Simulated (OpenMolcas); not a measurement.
CH5FOSn: a line through the functionals

CH5FOSn has 9 atoms, charge 0, and is taken as a singlet. SMILES: `[CH3][SnH]([OH])[F]`. The shape is that of a PBE0-D4/def2-TZVP optimisation. This is one conformer, not always the lowest.

The vertical ionisation energy (to the doublet cation) y, in eV, basis def2-SVP with a core potential; a is the functional's share of exact exchange. Programs: OpenMolcas 26.06.

| functional | program | a | y (eV) |
| --- | --- | --- | --- |
| PBE | OpenMolcas | 0 | 9.97 |
| r2SCAN | OpenMolcas | 0 | 10.22 |
| B3LYP | OpenMolcas | 0.2 | 10.41 |
| PBE0 | OpenMolcas | 0.25 | ? |
| BHLYP | OpenMolcas | 0.5 | 10.72 |

Problem. Fit y = c + s·a to the known rows and predict PBE0.

Solution. 
1. Means of the 4 rows: a = 0.1750, y = 10.330.
2. Σ(Δa)² = 0.1675, Σ(Δa·Δy) = 0.211, so the slope is 0.211/0.1675 = 1.2597.
3. Intercept: 10.330 − (1.2597) × 0.1750 = 10.110. The largest residual of the fit is 0.14.
4. PBE0: 10.110 + (1.2597) × 0.25 = 10.42 eV.

The run gave 10.49 eV, so the prediction is off by -0.07 eV, within the largest residual. The rows mix families of semi-local functionals, which the line can't see. Spin-orbit coupling is left out.

The vertical ionisation energy rises with the share of exact exchange, from 9.97 eV with PBE to 10.72 eV with BHLYP, and the PBE0 run keeps to that order. The likely reason is that semi-local exchange over-stabilises a hole spread over several centres, here probably shared between the Sn–C and Sn–H σ bonds and the lone pairs on oxygen and fluorine. Exact exchange reduces this bias and so raises the cation relative to the neutral molecule.

The fitted slope is not a pure measure of that effect. PBE and r2SCAN differ clearly although neither contains exact exchange, so the semi-local part matters as well. Between PBE and PBE0, which share a parent functional, the rise is steeper than the line, while from B3LYP to BHLYP it is shallower. The close PBE0 prediction therefore supports the line as a rough interpolation, not as a law for exchange mixing. Nor does a good fit show which functional lies nearest the true ionisation energy, since the line reproduces only the functionals' own behaviour.
